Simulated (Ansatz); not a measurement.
## Al: energy change per atom and pressure against volume scale

Plane-wave DFT, scalar-relativistic PAW made under PBE with cores redone for the functional, no dispersion; the given relaxed cell is scaled uniformly, energy at zero smearing counts from the unscaled cell, pressure at the given Fermi-Dirac smearing is positive in compression. The results are calculated, by Ansatz 0.2.0.

The cell before it is scaled or strained (space group Pm-3m, No. 221):
```
Al
1.0
      2.7061     0.0000     0.0000
      0.0000     2.7061     0.0000
      0.0000     0.0000     2.7061
Al
1
Direct
  0.00000 0.00000 0.00000
```

Settings of every row: spin polarised no; functional r2SCAN; wave cutoff 500 eV; smearing width 0.1 eV; k mesh 13x13x13.

Atom starting moment: 0 on all atoms.

Limits: the cell comes from a prototype or a list of computed structures and needn't be the stable phase.

| row | volume scale | V (Å³/atom) | energy change per atom (meV) | pressure (GPa) |
| --- | --- | --- | --- | --- |
| 1 | 0.88 | 17.439 | 68.3 | 10.33 |
| 2 | 0.92 | 18.231 | ? | ? |
| 3 | 0.96 | 19.024 | 6.57 | 2.81 |
| 4 | 1.04 | 20.609 | 5.52 | -2.09 |
| 5 | 1.08 | 21.402 | 20.75 | -3.84 |
| 6 | 1.12 | 22.195 | 43.7 | -5.23 |

Question: what energy change per atom and pressure should row 2 give?

Worked fit of energy change per atom. Take u = (V_r/V)^(2/3) − 1 with V_r = 20.609 Å³ an atom, which is twice the finite (Eulerian) strain; such expansions in the strain, on which the Birch-Murnaghan equation of state is built, carry the rest volume and the bulk modulus. The shown rows have u = 0.11778, 0.0548, 0, -0.02486, -0.04822. Least squares give energy change per atom = 5.323 − 412.643 × u + 8037.15 × u² meV; a straight line predicts inner rows, each left out in turn, worse (root mean square 27 against 0.46 meV). The rows lie off it by 0.09, -0.28, 0.20, 0.20, -0.21 (root mean square 0.21 meV). The withheld row has u = 0.08517, so the fit gives 5.323 − 412.643 × (0.08517) + 8037.15 × (0.08517)² = 28.48 meV.

The calculation gave 28.16 meV. The fit lies 0.32 meV (1.1 % of the value, 0.51 % of the column's range) above it; its largest miss of a shown row is 0.28 meV.

Worked fit of pressure. Take u = (V_r/V)^(2/3) − 1 with V_r = 20.609 Å³ an atom, which is twice the finite (Eulerian) strain; such expansions in the strain, on which the Birch-Murnaghan equation of state is built, carry the rest volume and the bulk modulus. The shown rows have u = 0.11778, 0.0548, 0, -0.02486, -0.04822. Least squares give pressure = −2.103 + 76.467 × u + 246.65 × u² GPa; a straight line predicts inner rows, each left out in turn, worse (root mean square 0.82 against 0.03 GPa). The rows lie off it by 0.01, -0.02, 0.01, 0.01, -0.01. The pressure vanishes at u = 0.0254, or V = 19.85 Å³ an atom, and there the bulk modulus at fixed shape and fractions is B = −V dP/dV = (2/3)(1 + u) dP/du = 60.8 GPa. The withheld row has u = 0.08517, so the fit gives −2.103 + 76.467 × (0.08517) + 246.65 × (0.08517)² = 6.20 GPa.

The calculation gave 6.18 GPa. The fit lies 0.02 GPa (0.13 % of the column's range) above it; its largest miss of a shown row is 0.02 GPa.
